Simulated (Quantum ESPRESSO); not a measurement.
# Pressure shift of the zone-centre T2 mode in zinc-blende ZnSe from −4 to +20 GPa, LDA linear response

In zinc-blende ZnSe each zinc atom is bonded to four selenium atoms and each selenium to four zinc atoms, by bonds that are partly covalent and partly ionic. In the zone-centre T2 mode the two sublattices move against each other, so its frequency responds directly to the stiffness of these bonds. We want the shift of this mode per GPa, and whether the shift stays constant. The answer matters for reading the hydrostatic part of a strain from the transverse optical (TO) Raman line of ZnSe, to which the mode without the LO-TO term corresponds, and for judging how far a linear pressure coefficient may be carried. The frequencies are harmonic LDA values for the static lattice, without the LO-TO term, and are compared with one another along the pressure series; no measured frequencies are included.

## Systems and settings

One crystal, ZnSe (zinc-blende) (known phase), relaxed in cell and atoms at each target pressure, inside its symmetry. Program: Quantum ESPRESSO 7.5, plane waves, LDA, PseudoDojo norm-conserving potentials, scalar-relativistic, no spin-orbit coupling, no spin; linear response at the zone centre. Plane-wave runs: cutoff 1293 eV; k meshes with a least product of divisions and cell-vector length from 29 to 33 Å; fixed occupations.

Notes on method and selection:

- Harmonic values at the static lattice; measured values carry thermal expansion and anharmonic shifts at their temperature.
- Modes are followed by symmetry label and rank. Negative pressure is tension; other phases that would form under pressure are ignored.
- dω/dP = γω₀/B₀, with γ the mode Grüneisen parameter and B₀ = −V dP/dV the bulk modulus; the rows are a series in volume.
- Semilocal functionals put Kohn-Sham gaps below measured gaps and, as a rule, ε∞ above measured values.
- Runs that did not converge, have known faults or may not be shown are not listed, and runs on Ansatz's PAW sets soft_1 and soft_2 are kept to separate tables.

Columns:

- pressure (GPa): hydrostatic pressure of the static lattice, compression positive.
- Kohn-Sham gap (eV): Kohn-Sham gap, lowest empty minus highest filled level on the k mesh.
- T2 mode (cm⁻¹): zone-centre mode T2, no LO-TO term, no sum rule.
- volume per atom (Å³): volume per atom of the relaxed cell.

Input lines of one member:

```
phonons
&INPUTPH
  prefix = 'x'
  outdir = './tmp'
  fildyn = 'g.dyn'
  tr2_ph = 1.0d-18
  epsil  = .true.
/
0.000000000000 0.000000000000 0.000000000000
```

Command (options for logging and memory left out): `OMP_NUM_THREADS=1 mpirun -n 4 ph.x -nk 4 -in ph.in > ph.out`

## Results

| member | pressure (GPa) | Kohn-Sham gap (eV) | T2 mode (cm⁻¹) | volume per atom (Å³) |
| --- | --- | --- | --- | --- |
| −4.00 GPa | −4.00 | 0.99 | 195.9 | 22.96 |
| −0.00 GPa | 0.00 | ? | ? | ? |
| +4.00 GPa | 4.00 | 1.46 | 237.9 | 20.53 |
| +8.00 GPa | 8.00 | 1.63 | 254.0 | 19.72 |
| +12.00 GPa | 12.00 | 1.79 | 268.3 | 19.04 |
| +16.00 GPa | 16.00 | 1.93 | 281.2 | 18.47 |
| +20.00 GPa | 20.00 | 2.06 | 293.1 | 17.97 |

Cells marked ? are withheld until the estimate has been made.

Least-squares fits to the members shown, with x = pressure (GPa); R² and errors in the fitted variable (y, or ln y where the fit is in ln y):

| y | members | fit | R² | rms residual | leave-one-out rms | the same for the mean of the others |
| --- | --- | --- | --- | --- | --- | --- |
| T2 mode (cm⁻¹) | 6 | y = 217.6 + 4.010 x | 0.98 | 4.0 | 8.2 | 38 |
| volume per atom (Å³) | 6 | y = 21.69 − 0.2045 x | 0.96 | 0.32 | 0.65 | 2.0 |

## Interpretation

The mode rises at every step of the series, from 195.9 cm⁻¹ at −4 GPa to 293.1 cm⁻¹ at +20 GPa. The mean slope between −4 and +4 GPa is (237.9 − 195.9) / 8.00 = 5.25 cm⁻¹ per GPa. Over the following 4 GPa steps it falls to 4.03, 3.58, 3.23 and 2.98 cm⁻¹ per GPa. The bend is therefore gradual and strongest at the low-pressure end, with no sign of a kink at any one row. The straight-line fit, with 4.010 cm⁻¹ per GPa, is an average over the range and understates the shift near zero pressure.

The rise comes from bond shortening. The masses are fixed, so the square of the frequency follows the effective force constant, which grows by (293.1 / 195.9)² = 2.24 over the series. The bond length scales as the cube root of the volume and shrinks by only about 8%; the repulsion between the atoms steepens quickly at short distance.

The bend follows from dω/dP = γω/B, applied to each interval. From the tabulated volumes, B = ΔP / ln(V₁/V₂) is 8.00 / ln(22.96 / 20.53) = 71.5 GPa between −4 and +4 GPa, and 4.00 / ln(18.47 / 17.97) = 146 GPa between 16 and 20 GPa. Over the same two intervals γ = ln(ω₂/ω₁) / ln(V₁/V₂) falls only from ln(237.9 / 195.9) / ln(22.96 / 20.53) = 1.74 to ln(293.1 / 281.2) / ln(18.47 / 17.97) = 1.51, while the frequency itself rises. The slope thus drops mainly because the compressed crystal yields less volume per GPa, and to a smaller degree because γ decreases.

ZnSe is known to go over to a denser, six-coordinate structure under pressure. The upper rows follow the zinc-blende crystal regardless of that change, so they may describe a metastable solid.

## Prediction

Plain estimates from the members shown:

- −0.00 GPa, fit at x = 0.00: 217.6 cm⁻¹
- −0.00 GPa, straight-line interpolation between −4.00 GPa and +4.00 GPa: w = (0.00 − (−4.00)) / (4.00 − (−4.00)) = 0.500, so 195.9 + 0.500 × (237.9 − 195.9) = 216.9 cm⁻¹

The linear interpolation, 216.9 cm⁻¹, is a chord between two points of a series whose slope falls with pressure, so it should lie too low at zero pressure. The global linear fit has the wrong shape as well, with an rms residual of 4.0 cm⁻¹. We therefore use the fourth-degree polynomial through the rows at −4, 4, 8, 12 and 16 GPa, which carries the curvature of the series to the missing point.

At zero pressure it gives 0.2 × 195.9 + 2 × 237.9 − 2 × 254.0 + 268.3 − 0.2 × 281.2 = 219.0 cm⁻¹. This is 2.1 cm⁻¹ above the chord, in the direction that the stiffening of the lattice requires.

The same kind of polynomial can be tried on the row at +4 GPa, using the other five rows: (195.9 + 40 × 254.0 − 45 × 268.3 + 24 × 281.2 − 5 × 293.1) / 15 = 237.7 cm⁻¹, against 237.9 cm⁻¹ in the table. The miss is 0.2 cm⁻¹ across a gap of 12 GPa, wider than the 8 GPa gap around zero pressure. Rounding of the tabulated frequencies adds about 0.1 cm⁻¹. Since a single trial is a small sample, we round the combined error up to 0.3 cm⁻¹.

**Committed estimate, −0.00 GPa: T2 mode = 219.0 ± 0.3 cm⁻¹.**

## Check

| member | pressure (GPa) | Kohn-Sham gap (eV) | T2 mode (cm⁻¹) | volume per atom (Å³) |
| --- | --- | --- | --- | --- |
| −0.00 GPa | 0.00 | 1.25 | 219.3 | 21.56 |

| member | estimate | T2 mode (cm⁻¹) | computed | estimate − computed | miss in error bars |
| --- | --- | --- | --- | --- | --- |
| −0.00 GPa | committed | 219.0 | 219.3 | −0.3 | 1.0 |
| −0.00 GPa | fit | 217.6 | 219.3 | −1.7 |  |
| −0.00 GPa | interpolation | 216.9 | 219.3 | −2.4 |  |

The estimate of 219.0 cm⁻¹ is 0.3 cm⁻¹ below the computed 219.3 cm⁻¹, at the edge of its error bar. The straight-line fit was low by 1.7 and the interpolation by 2.4 cm⁻¹.

The curvature argument held. Part of the miss may be a small bias of the polynomial, since the trial at +4 GPa had also come out low and we counted that miss as scatter; rounding of the tabulated frequencies can account for another part. The fifth-degree polynomial through all six rows then shown, including +20 GPa, would have given (195.9 + 15 × 237.9 − 20 × 254.0 + 15 × 268.3 − 6 × 281.2 + 293.1) / 6 = 219.1 cm⁻¹.

The new row resolves the bend at low pressure. The slope is 5.85 cm⁻¹ per GPa from −4 to 0 GPa and 4.65 from 0 to +4 GPa, against 2.98 in the last step. Between the first and last steps, B from the volumes rises from about 64 to 146 GPa, while γ falls only from 1.79 to 1.51. Lattice stiffening is thus the main cause of the bend, partly offset by the rising frequency in γω/B.

## Outliers

Least-squares fits to the whole series, with x = pressure (GPa); R² and errors in the fitted variable (y, or ln y where the fit is in ln y):

| y | members | fit | R² | rms residual | leave-one-out rms | the same for the mean of the others |
| --- | --- | --- | --- | --- | --- | --- |
| T2 mode (cm⁻¹) | 7 | y = 218.1 + 3.980 x | 0.99 | 3.8 | 6.2 | 37 |
| volume per atom (Å³) | 7 | y = 21.65 − 0.2021 x | 0.97 | 0.30 | 0.49 | 1.9 |

Largest departures from the fit to the whole series:

| member | T2 mode (cm⁻¹) | fit | computed − fit | in rms residuals |
| --- | --- | --- | --- | --- |
| −4.00 GPa | 195.9 | 202.2 | −6.3 | 1.7 |
| +20.00 GPa | 293.1 | 297.7 | −4.6 | 1.2 |
| +8.00 GPa | 254.0 | 249.9 | +4.1 | 1.1 |
| +4.00 GPa | 237.9 | 234.0 | +3.9 | 1.0 |

No row stands apart from a smooth curve. The two largest departures from the straight line, −6.3 cm⁻¹ at −4 GPa and −4.6 cm⁻¹ at +20 GPa, are at the ends of the series, while +4 and +8 GPa lie above the line by 3.9 and 4.1 cm⁻¹. This is the pattern that a line leaves when it is drawn through data whose slope falls steadily, and the departure is largest under tension because the lattice is softest there and the slope changes fastest.

## Summary

The T2 mode rises throughout the series, and its slope falls at every step. There is no single bending point; the largest change of slope, 1.20 cm⁻¹ per GPa, is at zero pressure.

For small hydrostatic pressures of either sign, the mean slope between −4 and +4 GPa serves: 5.25 cm⁻¹ per GPa, or 1 / 5.25 = 0.19 GPa per cm⁻¹. Under compression up to 4 GPa, 4.65 cm⁻¹ per GPa is the better average, but carried on to 20 GPa it gives 219.3 + 4.65 × 20.00 = 312.3 cm⁻¹, which is too high by 312.3 − 293.1 = 19.2 cm⁻¹. Interpolating a row linearly from its two neighbours gives a value 2.4 cm⁻¹ too low at zero pressure and 0.5 too low at +16 GPa.

Biaxial strain in layers splits the mode, so these slopes describe only the shift from the hydrostatic part of such a strain. Thermal expansion and anharmonic shifts, which usually lower such a mode on warming, are not included.

[Logs are printed without paths, hosts, clocks, repeated set-up lines and the standing remarks that a program may print on its own settings, such as how far it seeks lower states.]
